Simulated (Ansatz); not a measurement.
# Exchange couplings and ordering temperature of ferromagnetic R-3m NaNiO2 against the Hubbard U on nickel, with PBEsol+U

I calculate the Ni–Ni exchange couplings of NaNiO2 in the undistorted R-3m structure, with the atoms fixed and the effective U on the nickel d shell raised from 0 to 9 eV. The couplings are measured from the ferromagnetic state, and a positive $J$ favours parallel moments. My question is how far the couplings and the ordering temperature that follows from them depend on this one parameter. Layered nickel oxides of this family serve as cathode materials, and their magnetism reports on the charge and orbital state of nickel. If a computed ordering temperature moves by hundreds of kelvin with U, it says as much about the chosen U as about the crystal.

## Calculations

One crystal, NaNiO2 (R-3m), in a magnetic cell of 4 atom(s), 1 counted as magnetic (Ni), from cells of the Materials Project database (relaxed there by DFT); atoms are fixed. Ansatz 0.2.0, plane waves with the earlier PAW datasets of its set soft_1, cutoff 420 eV, collinear spins without spin-orbit coupling, Fermi-Dirac smearing of 0.05 eV. The k mesh is 10×10×10 and the sums for the couplings run over 10×10×10. Functional: PBEsol. Every run keeps the ferromagnetic pattern of signs of the first run, the one at U = 6 eV. The couplings are taken at constrained moments: the directions are held and the rest of the density and field relaxes in linear response. Runs that did not converge or carry a known fault are not listed. The same in all rows: net spin moment of the cell per magnetic atom: 1.00 μB.

Notes on method and selection:

- J is defined by E = -sum over ordered pairs (each pair twice) of J e_i.e_j with unit vectors e, a classical Heisenberg model without biquadratic or multi-spin terms, so J > 0 favours parallel moments and the moment's size is inside J.
- All temperatures are for classical unit spins; for spin S a quantum mean-field treatment is higher by (S+1)/S. Mean field neglects fluctuations and lies above the Tyablikov (random-phase) and Monte Carlo values.
- Ferromagnetic order was compared with a few other collinear orders at U = 6 eV only, and the state need not be the true ground state; spin-orbit coupling is left out.
- The mean-field temperature is left blank where it belongs to another wavevector than in the first run.
- Ansatz's own search for a lower self-consistent state was switched off in these runs, so a run may rest in a state that is not the lowest for its pattern of moments.
- Where several measured values exist, one near their median is shown, and none where they scatter widely or belong to another phase or kind of order.
- The shells shown are the strongest of the first run whose pairs agree within a shell.
- For crystals with 4f or 5f elements only couplings at constrained moments are used, since rigid ones can be several times too large.
- Runs that did not converge, have known faults or may not be shown are not listed, and runs on Ansatz's PAW sets soft_1 and soft_2 are kept to separate tables.

Columns:

- U (eV): effective Hubbard U (Dudarev, U - J) on the d shell of Ni.
- moment (μB): largest spin moment inside an atomic sphere.
- gap on mesh (eV): band gap on the run's k mesh by the count of bands (negative: bands overlap, a metal).
- Tyablikov T (K): Tyablikov (random-phase) ordering temperature from the same couplings.
- J at 2.95 Å (meV): mean J of the Ni–Ni pairs that lie 2.95 Å apart in the first cell (6 such neighbours an atom).
- J at 5.89 Å (meV): mean J of the Ni–Ni pairs that lie 5.89 Å apart in the first cell (6 such neighbours an atom).
- mean-field T (K): mean-field ordering temperature, 2/(3 kB) times the largest J(q) over wavevectors and sublattice modes.

Input lines of one member:

```
magnetization:
  spin_polarized: true
kpoints:
  mp_grid: { grid: [10, 10, 10] }
  band_path:
    path:
      - [0.0, 0.0, 0.0]
      - [0.5, 0.5, 0.5]
      - [0.8153242001, 0.1846757999, 0.5]
      - [0.5, -0.1846757999, 0.1846757999]
      - [0.5, 0.0, 0.0]
      - [0.0, 0.0, 0.0]
      - [0.3423379, -0.3423379, 0.0]
    npoints: 11
hamiltonian:
  xc: pbesol
  hubbard:
    sites: [{ species: Ni, l: d, u_eff: 6.0, starting_ns: occupation_matrices }]
    projectors: ortho-atomic
  pseudopotentials: { kind: paw, azcp: { folder: soft_1 }, xc_functional: pbe }
scf:
  occupations: { method: fermi_dirac, width: 0.05 }
  lower_state_search: "off"
output:
  write_bands: true
  eigenstates:
    nscf_kmesh: { grid: [10, 10, 10] }
    top_band: c40
    exchange_couplings: { magnetic: [{ species: Ni }] }
```

Command (options for logging and memory left out): `ansatz run input.yaml`

## Computed values

| member | U (eV) | moment (μB) | gap on mesh (eV) | Tyablikov T (K) | J at 2.95 Å (meV) | J at 5.89 Å (meV) | mean-field T (K) | remark |
| --- | --- | --- | --- | --- | --- | --- | --- | --- |
| +0 eV | 0.0 | 0.74 | −0.699 | – | 3.46 | 2.08 | – | its own couplings prefer another order, at q = (−0.5, −0.5, −0.5) of this cell, so no ordering temperature is given |
| +3 eV | 3.0 | 0.96 | −0.759 | 234 | 3.51 | 3.08 | 309 |  |
| +4.5 eV | 4.5 | 1.09 | −0.787 | 276 | 3.81 | 3.57 | 356 |  |
| +6 eV | 6.0 | 1.23 | −0.801 | 321 | 4.38 | 3.99 | 412 |  |
| +7.5 eV | 7.5 | ? | −0.806 | ? | ? | ? | ? |  |
| +9 eV | 9.0 | 1.45 | −0.801 | 403 | 5.83 | 4.43 | 520 |  |

Cells marked ? are withheld until the estimate has been made.

Least-squares fits to the members shown, with x = U (eV); R² and errors in the fitted variable (y, or ln y where the fit is in ln y):

| y | members | fit | R² | rms residual | leave-one-out rms | the same for the mean of the others |
| --- | --- | --- | --- | --- | --- | --- |
| J at 2.95 Å (meV) | 5 | y = 3.450 − 0.09305 x + 0.03989 x² | 1.00 | 0.029 | 0.15 | 1.1 |
| J at 5.89 Å (meV) | 5 | y = 2.061 + 0.4053 x − 0.01556 x² | 1.00 | 0.038 | 0.24 | 1.0 |

## Reading the trend

Both tabulated couplings rise with U, but with opposite curvature. At 2.95 Å, $J$ hardly moves between 0 and 3 eV, (3.51 − 3.46) / 3.0 = 0.02 meV per eV, and then climbs by (5.83 − 4.38) / 3.0 = 0.48 meV per eV between 6 and 9 eV. At 5.89 Å the slope falls from 0.33 to 0.15 meV per eV over the same two intervals.

From U = 3 to 9 eV the mean-field temperature grows from 309 to 520 K and the Tyablikov temperature from 234 to 403 K, a factor of about 1.7 in each. The two tabulated shells carry most of the mean-field temperature. With six neighbours in each, $T = 2 \cdot 6\,(J_1 + J_2)/(3k_B)$ gives 2 × 6 × (4.38 + 3.99) / (3 × 0.0862) = 388 K at U = 6 eV, against 412 K from all shells.

I see the main cause in the nickel moment, whose size is contained in $J$. A larger U pulls the d levels down relative to oxygen 2p, so that nickel keeps more d electrons and the holes move onto oxygen. The cell moment stays at 1.00 μB while the nickel moment grows from 0.74 to 1.45 μB, and the oxygen moments turn antiparallel. For a fixed coupling between spins $J$ would scale as $m^2$, which from 3 to 9 eV gives (1.45 / 0.96)² = 2.28. The coupling at 2.95 Å grows only by 5.83 / 3.51 = 1.66, so the coupling per squared moment weakens. Mobile holes shared between nickel and oxygen may contribute to the ferromagnetic sign, since every row is a metal, but superexchange through the nearly 90° Ni–O–Ni angle can also favour it between nearest neighbours.

At U = 0 the couplings prefer ferromagnetic layers stacked antiparallel, although both tabulated shells, which lie within a layer, are ferromagnetic. Real NaNiO2 at low temperature has this stacking too, but it is a Jahn–Teller distorted insulator and orders far below the temperatures listed here. The symmetry of R-3m forbids that distortion, so these temperatures belong to the undistorted metal.

## Blind estimate

Plain estimates from the members shown:

- +7.5 eV, fit at x = 7.5: 5.00 meV
- +7.5 eV, straight-line interpolation between +6 eV and +9 eV: w = (7.5 − 6.0) / (9.0 − 6.0) = 0.500, so 4.38 + 0.500 × (5.83 − 4.38) = 5.11 meV

The missing member lies midway between two shown ones, so I interpolate locally. The straight line gives 5.11 meV, which should be slightly high because the slope is still increasing: it is (4.38 − 3.81) / 1.5 = 0.380 meV per eV below 6 eV and (5.83 − 4.38) / 3.0 = 0.483 above. A parabola through the rows at 4.5, 6 and 9 eV has the quadratic coefficient (0.483 − 0.380) / (9.0 − 4.5) = 0.023 meV per eV², and at the midpoint it lies 0.023 × 1.5² = 0.05 meV below the line. That gives (4.38 + 5.83) / 2 − 0.023 × 1.5² = 5.05 meV.

I prefer this to the fit through all five members, which gives 5.00 meV, because that fit is also bound to the flat stretch near U = 0 and already runs 0.05 meV too low at 6 eV.

The other columns give no reason for a further shift. The band overlap at 7.5 eV, −0.806 eV, continues smoothly from its neighbours, so I expect the same electronic state.

I tried the three-point parabola on two shown members. From 3, 6 and 9 eV it gives 3 × 3.51 / 8 + 3 × 4.38 / 4 − 5.83 / 8 = 3.87 meV at 4.5 eV, where the table has 3.81. From 3, 4.5 and 9 eV it gives 4 × 3.81 / 3 + 5.83 / 6 − 3.51 / 2 = 4.30 meV at 6 eV, where the table has 4.38. The misses of 0.06 and 0.08 meV have opposite signs and a root mean square of 0.07 meV, which I take as the error.

**Committed estimate, +7.5 eV: J at 2.95 Å = 5.05 ± 0.07 meV.**

## Result

| member | U (eV) | moment (μB) | gap on mesh (eV) | Tyablikov T (K) | J at 2.95 Å (meV) | J at 5.89 Å (meV) | mean-field T (K) |
| --- | --- | --- | --- | --- | --- | --- | --- |
| +7.5 eV | 7.5 | 1.35 | −0.806 | 365 | 5.11 | 4.28 | 469 |

| member | estimate | J at 2.95 Å (meV) | computed | estimate − computed | miss in error bars |
| --- | --- | --- | --- | --- | --- |
| +7.5 eV | committed | 5.05 | 5.11 | −0.06 | 0.9 |
| +7.5 eV | fit | 5.00 | 5.11 | −0.11 |  |
| +7.5 eV | interpolation | 5.11 | 5.11 | 0.00 |  |

The computed coupling is 5.11 meV and my estimate was 5.05 ± 0.07 meV, so it falls inside the error bar, 0.06 meV too low. It did better than the fit, at 5.00 meV, and worse than the straight line, which hit the value.

The expectation of an unchanged electronic state held, since moment and band overlap continue smoothly. My correction for a still increasing slope failed: the slope is (5.11 − 4.38) / 1.5 = 0.49 meV per eV below 7.5 eV and (5.83 − 5.11) / 1.5 = 0.48 above.

I also have to correct the mechanism I gave for the growing moment. From U = 3 eV upwards nickel does not keep more d electrons; its d occupation falls slightly. The moment grows mainly because the d electrons become more unequally divided between the two spins, while the oxygen moments grow in the opposite direction.

Nor does the moment alone set the couplings. From 6 to 9 eV its square grows by (1.45 / 1.23)² = 1.39, the coupling at 2.95 Å by 5.83 / 4.38 = 1.33, and that at 5.89 Å only by 4.43 / 3.99 = 1.11.

## Residuals

Least-squares fits to the whole series, with x = U (eV); R² and errors in the fitted variable (y, or ln y where the fit is in ln y):

| y | members | fit | R² | rms residual | leave-one-out rms | the same for the mean of the others |
| --- | --- | --- | --- | --- | --- | --- |
| J at 2.95 Å (meV) | 6 | y = 3.442 − 0.08762 x + 0.03989 x² | 1.00 | 0.048 | 0.17 | 1.0 |
| J at 5.89 Å (meV) | 6 | y = 2.057 + 0.4079 x − 0.01556 x² | 1.00 | 0.039 | 0.18 | 0.97 |

Largest departures from the fit to the whole series:

| member | J at 2.95 Å (meV) | fit | computed − fit | in rms residuals |
| --- | --- | --- | --- | --- |
| +7.5 eV | 5.11 | 5.03 | +0.08 | 1.7 |
| +9 eV | 5.83 | 5.88 | −0.05 | 1.1 |
| +4.5 eV | 3.81 | 3.86 | −0.05 | 1.0 |
| +3 eV | 3.51 | 3.54 | −0.03 | 0.6 |

The row at 7.5 eV lies farthest from the parabola, by +0.08 meV or 1.7 rms residuals, and the row at 9 eV follows with −0.05 meV. I put both down to the form of the fit: a parabola has constant curvature, whereas the computed coupling is flat at small U, bends upwards in the middle and rises almost linearly from 6 eV.

The row at U = 0 is exceptional in another way. Its coupling at 2.95 Å lies close to the curve, yet its full set of couplings favours antiparallel stacking of the layers. A smooth coupling within the layer therefore gives no warning that the preferred order between layers has changed.

## Conclusions

Between U = 3 and 9 eV the Tyablikov temperature rises by (403 − 234) / 6.0 = 28 K per eV, so an uncertainty of 1 eV in U means about 28 K in the ordering temperature of this undistorted metal. This slope should not be carried down to U = 0, where the preferred order is different.

For the coupling at 2.95 Å, a straight line between neighbours 1.5 eV away on either side misses the rows at 4.5, 6 and 7.5 eV by at most 0.14 meV.

Two omissions may matter more than the factor of 1.7 between 3 and 9 eV. The Jahn–Teller distortion and the insulating state that goes with it are absent here, and the real crystal, which has both, orders far below the computed temperatures; how much of that difference the distortion explains cannot be read from this series. Treating nickel as a quantum spin 1/2 would raise the mean-field temperature by (0.5 + 1) / 0.5 = 3, though a local spin is a crude picture for this metal.

[Logs are printed without paths, hosts, clocks, repeated set-up lines and the standing remarks that a program may print on its own settings, such as how far it seeks lower states.]
